## A layered crystal whose layers talk to each other: the lowest empty band of SnSe₂

The point H, at (⅓, ⅓, ½), looks wrong. SnSe₂ is a stack of sheets held together by weak forces, so the direction of stacking should matter little to its electrons. Yet the lowest empty level stands at 1.35 eV at K, (⅓, ⅓, 0), and at 2.49 eV at H, which differs from K only in the stacking direction. That makes H the highest of the seven points in this column, while L, on the same face of the zone, is the lowest.

SnSe₂ (space group P-3m1) in a fixed, given structure, computed with ABINIT 10.8.3 using plane-wave DFT and the PBEsol functional, without spin polarisation or spin–orbit coupling. Norm-conserving scalar-relativistic PseudoDojo v0.4.1 standard potentials, cutoff 1061.24 eV, 6×6×4 k mesh, Fermi–Dirac smearing of 0.05 eV. Levels are counted from the valence top on this mesh.

| point a (reciprocal cell vector) | point b (reciprocal cell vector) | point c (reciprocal cell vector) | level under 2 (eV) | level under 1 (eV) | level over 1 (eV) | level over 2 (eV) |
| --- | --- | --- | --- | --- | --- | --- |
| 0.0000 | 0.0000 | 0.0000 | -0.406 | 0.000 | 0.966 | 2.836 |
| 0.5000 | 0.0000 | 0.0000 | -1.240 | -0.320 | 1.079 | 3.688 |
| 0.1667 | 0.1667 | 0.0000 | -1.294 | -0.157 | 2.153 | 4.884 |
| 0.3333 | 0.3333 | 0.0000 | -1.557 | -1.557 | 1.345 | 6.587 |
| 0.3333 | 0.3333 | 0.2500 | -0.970 | -0.970 | 1.874 | 5.522 |
| 0.5000 | 0.0000 | 0.5000 | -0.868 | -0.716 | 0.789 | 4.160 |
| 0.3333 | 0.3333 | 0.5000 | -0.380 | -0.380 | 2.494 | 4.642 |

The three numbers point a, point b and point c say how the phase of an electron wave changes from one cell to the next. A value of 0 means no change, and ½ means that the sign reverses. The first two act within a sheet, the third from sheet to sheet. The column level over 1 is the lowest empty level at each point and level under 1 the highest filled one, both in eV above the valence top. The other points with usual names are Γ at (0, 0, 0), M at (½, 0, 0) and L at (½, 0, ½).

If the sheets did not interact, reversing the sign from one sheet to the next would cost nothing, and K and H would have the same energy. The difference of 1.15 eV between them is therefore a direct sign of coupling between sheets. From M to L the same reversal lowers the level, by 0.29 eV. An explanation must account for both the size and the change of sign.

### A gap that is hardly a gap for selenium

The size becomes less strange once the distances are compared. Two Se atoms facing each other through the Sn layer of one sheet are 3.77 Å apart. Two Se atoms facing each other across the space between sheets are 3.79 Å apart. For selenium the stack is almost one continuous close packing, in which tin fills every second layer of holes. The calculation used this structure as it stood, with a noticeable force left on the Se atoms, so the strength of the coupling belongs to this geometry.

Short Se–Se contacts matter to an empty level only if that level has some weight on selenium. Chemistry argues that it does. Each cell holds one Sn atom with one 5s orbital, whose electrons have formally gone to selenium. That orbital mixes with filled Se 4p orbitals, and the upper, antibonding partner is the lowest empty band. The table fits this picture: there is one such band, and even its highest listed level, 2.49 eV at H, lies below the lowest listed level of the next band, 2.84 eV at Γ.

### Tin chooses the direction, selenium sets the energy

Each Se atom has three Sn neighbours, and the three bonds stand nearly at right angles, at about 91°. The Sn 5s orbitals around it carry signs or phases fixed by the point in the zone. The Se atom answers with the p orbital that points along the sum of the three bond directions, each taken with its phase. Three perpendicular arrows of equal length give a sum of the same length whatever signs they carry, so the Sn–Se coupling has nearly the same strength at every point. How much of the electron ends up on tin also depends on where the Se levels lie, and that share need not be constant.

What changes is the direction of the p orbital, and with it the way neighbouring Se atoms meet. If lobes of equal sign face each other, the contact is bonding and the level drops. If the signs are opposite, the contact is antibonding and the level rises. The lowest empty band is antibonding between Sn and Se throughout, but in this picture its course through the zone is governed largely by whether it is bonding or antibonding between Se and Se.

### Why K to H goes up and M to L goes down

Consider one contact across the space between sheets. Behind each of the two Se atoms stands an Sn atom, so that, seen from above, the four atoms form a straight line Sn–Se···Se–Sn. Each Se lobe along this line takes its sign mainly from the Sn atom behind it. If the two Sn atoms have equal signs, the facing lobes have equal signs too, and the head-on part of the contact is bonding. Every Se atom has three such lines.

At K the phase turns by a third of a circle from cell to cell. The two Sn atoms at the ends of a line are so placed that these turns add up to nothing or to a full circle. All three contacts are therefore bonding, and the level at K is held down. At H the signs in every second sheet are reversed, so the same three contacts become antibonding and the level is pushed up.

At M the signs of the Sn atoms alternate in stripes. Of the three lines, one joins Sn atoms of equal sign and two join Sn atoms of opposite sign. The Se orbital also points more nearly along those two lines than along the first, so the head-on contacts are antibonding on balance. In the model worked out below, sideways contacts take back part of this, and the effect is smaller than at K. Reversing every second sheet turns what is left into bonding, and the level falls to L. One geometrical rule thus gives the direction of both steps, while their sizes depend on the sideways contacts too.

The point (⅓, ⅓, ¼) supports one part of this reading, the short reach of the coupling. When each sheet feels mainly its nearest neighbours, the coupling varies as the cosine of 2π times point c, which is zero at one quarter. The level there should lie at the mean of K and H. It lies 0.05 eV below that mean, a small part of the whole step. This tests the line from K to H only; the table holds no such point between M and L.

### The sheet sets the middle, the stacking sets the swing

The mean of M and L is 0.93 eV, and that of K and H is 1.92 eV. In each mean the cosine cancels, so the difference of about 1 eV should belong mainly to the single sheet, as far as the plain cosine holds. In the model the p orbitals at M and L lie largely in the plane and point between pairs of neighbouring Se atoms whose signs are reversed. Lobes of equal sign then meet more head-on than sideways within each Se layer, which makes the sheet itself more bonding at M than at K.

The two extremes now explain themselves. L has a low middle and a downward swing; H has a high middle and an upward swing. L is the lowest of the listed points but not the bottom of the band, since another point of the calculated mesh has an empty level 0.07 eV lower. The model offers no such point. The likely place is (½, 0, ¼), halfway from M to L, where a plain cosine would give 0.93 eV. A level 0.21 eV below that would mean that the cosine fails on this line. The expected reason is that the Se orbital does not keep its direction: symmetry lets it tilt between in-plane and upright on the way from M to L, which the model forbids. The middle of M and L is then only a rough measure of the single sheet. A search for the band edge must therefore go beyond the seven points of this table.

### The step from K to H, worked out

The same reasoning gives a number. At K the vertical parts of the three arrows cancel, and the Se orbital lies in the plane as a circular mixture of pₓ and p_y. Half of its weight points along any chosen direction in the plane. The contact across the space stands steeply on the sheet, so the in-plane share of its direction, the squared cosine of its angle with the sheet, is only about 0.34.

Let σ be the strength of a head-on contact between two p orbitals. The model assumes that a sideways contact is a quarter as strong and of opposite sign, which makes the difference between the two 1.25 σ. At K the part of the coupling that is the same for every direction cancels over the three contacts, so only this difference counts. Three contacts then give

3 × ½ × 0.34 × 1.25 σ ≈ 0.64 σ

of bonding at K and as much antibonding at H. The swing is twice this, or 1.28 σ.

To turn σ into energy, all kinds of Se–Se contact were added up for each of the seven points, and the levels were described by

E = E₀ + V·S + W·N.

S is the sum of the contacts in units of σ. V is the energy that one such unit is worth in this band, where only part of the electron sits on selenium. N is the squared sum of the phases of the three Sn atoms around one Se atom: 9 at Γ, 4 at (⅙, ⅙, 0), 1 at M and L, and 0 at K, H and the point between them. A least-squares fit to all seven levels gives V ≈ 0.52 eV, and the step from K to H becomes 1.28 × 0.52 ≈ 0.67 eV.

The computed step is 1.15 eV, so the model finds the direction and somewhat more than half of the size, although K and H were themselves part of the fit. From M to L it gives a fall of 0.41 eV, which is too much. One possible reason, not tested here, is that the model keeps the share of the electron on selenium the same at every point.

Over all seven points the typical error is 0.14 eV for levels that span 1.7 eV, and the levels come out in the right order. With the contact across the space removed and the constants fitted again, the error grows to 0.35 eV. Much of that is unavoidable, since a model of separate sheets must give K and H the same energy. If each level is instead predicted from a fit to the other six, the errors are 0.21 eV with this contact and 0.61 eV without it. Three constants for seven levels make this a test of good sense rather than a proof.

### Γ and the point halfway to K

At Γ all Sn atoms have the same sign, and every Se orbital stands upright. Its front lobe faces the Sn layer and its back lobe faces the next sheet, where it meets a back lobe of equal sign. This is the strongest bonding across the space in the whole series, and it helps to hold the level down at 0.97 eV. Γ is nevertheless not the lowest point. With all three Sn neighbours in step, the deeper Se 4s orbital is also allowed to mix with Sn 5s, which would push the level up, although the table cannot show how much it does. The term with N is meant to stand for this push, together with direct coupling between Sn atoms, which the fit does not separate. Its constant is only loosely fixed, and it changes sign when the contact across the space is left out.

Halfway from Γ to K, at (⅙, ⅙, 0), the level is high, at 2.15 eV, although no sheet is reversed. The Se orbital is tilted here. One of its three contacts across the space is bonding and two are antibonding, and in the model they nearly cancel. The support that Γ enjoys from the next sheet is gone, and in the model the contacts within the sheet are less bonding too, while part of the term with N remains.

### What a local gap hides

The highest filled level also climbs from K to H, by 1.18 eV. The distance between filled and empty levels therefore stays near 2.9 eV along the whole line, as if the sheets were independent. Anyone who judges the coupling between layers from the local gap along this line would miss more than 1 eV of movement in each band. Gaps of this kind are also too small in PBEsol, whereas the course of a single band is less affected.

Spin–orbit coupling, left out here, touches the two bands differently. It would split the filled pair at K and H, but it acts on the single empty level only in second order.

For a similar sheet in the same stacking, whose lowest empty band comes from a metal s orbital with six neighbours at nearly right angles, the trend can be guessed with a pencil, at symmetric points such as K and M, where the two ends of each line are simply equal or opposite and the contacts do not nearly cancel. The guess gives the direction from one end of the stacking line to the other, not where the minimum lies between them. Mark the signs of the metal atoms, follow each line across the space between sheets, and compare its two ends. Where equal signs prevail, the lowest empty level rises when alternate sheets are reversed; where opposite signs prevail, it falls. The closer the facing atoms are, the larger both movements become.
